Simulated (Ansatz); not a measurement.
## Ligand exchange: how K changes with temperature for CClF3 + SiH4 ⇌ SiH3(CF3) + HCl

Species: CClF3 `FC(F)(F)Cl`, singlet; SiH4 (silane) `[SiH4]`, singlet; SiH3(CF3), singlet; HCl (hydrogen chloride), singlet. The partners trade Cl for SiH3: C–Cl and H–SiH3 bonds give way to C–SiH3 and H–Cl.

The electronic reaction energy at CCSD(T)/CBS estimate is -43.0 kJ/mol. Shapes: PBE0-D4/def2-TZVP. Programs: Ansatz 0.2.0. Enthalpy and entropy come from rigid-rotor, harmonic-oscillator sums on unscaled PBE0-D4/def2-TZVP wavenumbers, ideal gases at 1 bar. Symmetry numbers: CClF3 3, SiH4 12, SiH3(CF3) 3, HCl 1. R = 8.3145 J/(mol K).

| T (K) | ΔH (kJ/mol) | ΔS (J/(mol K)) |
| --- | --- | --- |
| 300 | -42.2 | +10.3 |
| 500 | -40.0 | +16.1 |
| 700 | ? | ? |

Question: Work out ln K at 300 and 500 K, and from these estimate it at 700 K.

Answer: 
1. 300 K: ΔG = -42.2 − 300 × (+10.3)/1000 = -45.3 kJ/mol; ln K = −ΔG/RT = +18.16.
2. 500 K: ΔG = -40.0 − 500 × (+16.1)/1000 = -48.0 kJ/mol; ln K = −ΔG/RT = +11.55.
3. Slope against 1000/T: (+11.55 − (+18.16))/(2.0000 − 3.3333) = +4.96, that is −ΔH/R with ΔH near -41 kJ/mol.
4. 700 K: ln K = +18.16 + (+4.96) × (1.4286 − 3.3333) = +8.71.

The full sums give ΔH = -38.4 kJ/mol, ΔS = +18.8 J/(mol K), ΔG = -51.6 kJ/mol and ln K = +8.87 at 700 K, so the line is off by -0.16 in ln K; without rounding the miss is -0.14, from the change of ΔH with temperature. The products are favoured over this whole range. An error of 10 kJ/mol in the energy moves ln K by 1.7 at 700 K. Soft modes are treated as harmonic, which can err either way at these temperatures; the lowest are those of SiH3(CF3) (121 cm⁻¹). The CBS estimate extrapolates MP2 from def2-TZVPP and def2-QZVPP and adds CCSD(T) − MP2 in the triple-zeta set, cores frozen.

The exchange is driven by enthalpy: a strong, polar H–Cl bond forms as hydridic hydrogen leaves silicon and chlorine leaves carbon, which probably outweighs the modest strength of a C–Si bond between two electron-poor centres. Because the reaction is exothermic, K falls on heating even though ΔG becomes more negative; ln K follows ΔG/T, not ΔG alone. The straight line falls too steeply because the exothermicity shrinks with temperature. The products have the larger heat capacity, as a rotation is turned into a vibration and stiff silane bends probably give way to softer rocking and torsional modes.

With equal numbers of gas molecules on both sides, the positive ΔS comes from symmetry. Losing silane's symmetry number of 12 contributes more than the whole of ΔS at each temperature, so without it the entropy would oppose the reaction. A favourable K for this exchange doesn't make SiH3(CF3) the expected end product, since pathways forming strong Si–F or Si–Cl bonds may lie lower still.
